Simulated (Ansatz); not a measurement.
## Ti: the change of energy above lowest point with volume scale

Results calculated with Ansatz 0.2.0, not measured. Free energy against uniform scaling of the volume at fixed shape and fractions; periodic cell, basis, potentials, k mesh and filling as listed.

The cell before it is scaled or strained (space group P6_3/mmc, No. 194):
```
Ti
1.0
      2.9500     0.0000     0.0000
     -1.4750     2.5548     0.0000
      0.0000     0.0000     4.6800
Ti
2
Direct
  0.33333 0.66667 0.25000
  0.66667 0.33333 0.75000
```

Settings of every row: functional PBE; dispersion none; potentials all-electron LAPW; k mesh 11x11x6; k shift 0x0x0; occupations cold; smearing width 0.1 eV; spin none.

Limits: coarse k mesh, up to 40 meV an atom off.

```
row  volume scale  V (Å³/atom)  energy above lowest point (meV/atom)
  1          0.94       16.578                                  12.9
  2          0.97       17.107                                     ?
  3             1       17.636                                     0
  4          1.03       18.165                                    10
  5          1.06       18.694                                  29.1
```

Question: what energy above lowest point should row 2 give?

Worked fit of energy above lowest point. Take u = (V_r/V)^(2/3) − 1 with V_r = 17.901 Å³ an atom, which is twice the finite (Eulerian) strain; such expansions in the strain, on which the Birch-Murnaghan equation of state is built, carry the rest volume and the bulk modulus. The shown rows have u = 0.05252, 0.00999, -0.00971, -0.02848. Least squares give energy above lowest point = 3.81 − 514.6 × u + 13096 × u² meV/atom; a straight line predicts inner rows, each left out in turn, worse (root mean square 13 against 0.078 meV/atom). All shown rows lie on it to the printed digit. Its lowest point lies at u = 0.0196, or V = 17.39 Å³ an atom, and the curvature there gives the bulk modulus at fixed shape and fractions, B = (4/9)(1 + u)² E″(u)/V = 112 GPa. Letting shape and atoms relax would as a rule lower it, by much in layered, chain or molecular crystals. The withheld row has u = 0.03071, so the fit gives 3.81 − 514.6 × (0.03071) + 13096 × (0.03071)² = 0.4 meV/atom.

The calculation gave 0.5 meV/atom. The fit lies 0.1 meV/atom (20 % of the value, 0.34 % of the column's range) below it, one unit of the last digit.
